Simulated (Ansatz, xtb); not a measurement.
## C4H9FGeO: which of two isomers lies lower

Structure I is `C=[C](COC)[GeH2][F]`, a singlet and structure II is `FC[C@@H]1CC[O][GeH2]1`, a singlet. Both are isolated molecules in the gas phase, relaxed with PBE0-D3(BJ)/def2-SVP, each in the lowest conformer that the search found.

Quicker runs give these differences E(II) − E(I): GFN2-xTB −0.263 eV; HF/STO-3G −2.007 eV (at GFN2-xTB geometries); r2SCAN-D4/def2-SVP −0.540 eV (at GFN2-xTB geometries).

Task: Estimate E(II) − E(I) at the level CCSD(T)/def2-SVP + ΔMP2/def2-TZVPP.

Result: Calculated at CCSD(T)/def2-SVP + ΔMP2/def2-TZVPP: E(II) − E(I) = −0.342 eV, so structure II lies lower.

Level by level:

| level | geometry | E(II) − E(I) (eV) | departure from the last row (eV) | job, with rough time for the two |
| --- | --- | --- | --- | --- |
| GFN2-xTB | GFN2-xTB | −0.263 | +0.080 | optimisation, 0.27 s |
| HF/STO-3G | GFN2-xTB | −2.007 | −1.665 | single point, 0.48 s |
| r2SCAN-D4/def2-SVP | GFN2-xTB | −0.540 | −0.197 | single point, 4.4 s |
| PBE0-D3(BJ)/def2-SVP | PBE0-D3(BJ)/def2-SVP | −0.578 | −0.236 | optimisation, 63 s |
| HF/def2-SVP | PBE0-D3(BJ)/def2-SVP | −0.169 | +0.173 | part of the CCSD(T) run |
| MP2/def2-SVP | PBE0-D3(BJ)/def2-SVP | −0.384 | −0.041 | part of the CCSD(T) run |
| CCSD(T)/def2-SVP | PBE0-D3(BJ)/def2-SVP | −0.307 | +0.036 | single point |
| CCSD(T)/def2-SVP + ΔMP2/def2-TZVPP | PBE0-D3(BJ)/def2-SVP | −0.342 |  | single point, 2.6 min |

As drawn, II has 1 C–F, 2 C–C, 1 Ge–O in place of 1 C=C, 1 C–O, 1 F–Ge. Structure I has no ring, II a 5-membered ring.

The levels shown agree on the order. The largest departure from CCSD(T)/def2-SVP + ΔMP2/def2-TZVPP is that of HF/STO-3G, 1.665 eV. The last row adds to CCSD(T) the change of the MP2 difference between the two basis sets, here −0.036 eV.

With thermal terms from frequencies at re-optimised GFN2-xTB minima (ideal gas, soft modes damped towards free rotors, one conformer each, 298.15 K, 1 atm): on the last row, ΔE + ΔZPE = −0.235, ΔH = −0.279, ΔG = −0.180 eV.

The correlated steps freeze 15 core orbitals; the filled d shell of Ge is correlated, in a basis made for valence electrons. Mirror images aren't counted in ΔG. Programs: Ansatz 0.2.0, xtb 6.7.1; the last row on 4 threads of Arm Neoverse V2 on a shared host.

The fluoromethyl-substituted oxagermolane ring lies below the open-chain vinylgermane by a modest margin, −0.342 eV. The main driving force is probably the exchange of a C=C π bond for σ bonding, since a second C–C σ bond is worth more than the π component it replaces. Moving fluorine from germanium to carbon gives up a strong, highly polar Ge–F bond, but the new C–F and Ge–O bonds largely repay that loss, and any strain in the five-membered ring should be small.

Zero-point energy works against the ring, as expected when a π bond gives way to a stiffer σ framework. Ring closure also turns soft torsions into constrained ring motions, and this entropy loss narrows the preference further, to −0.180 eV in free energy. The exaggerated HF/STO-3G gap points mainly to the inflexible minimal basis, because Hartree–Fock in the larger basis gives only −0.169 eV. The ordering is thermodynamic and says nothing about whether the isomers interconvert readily.
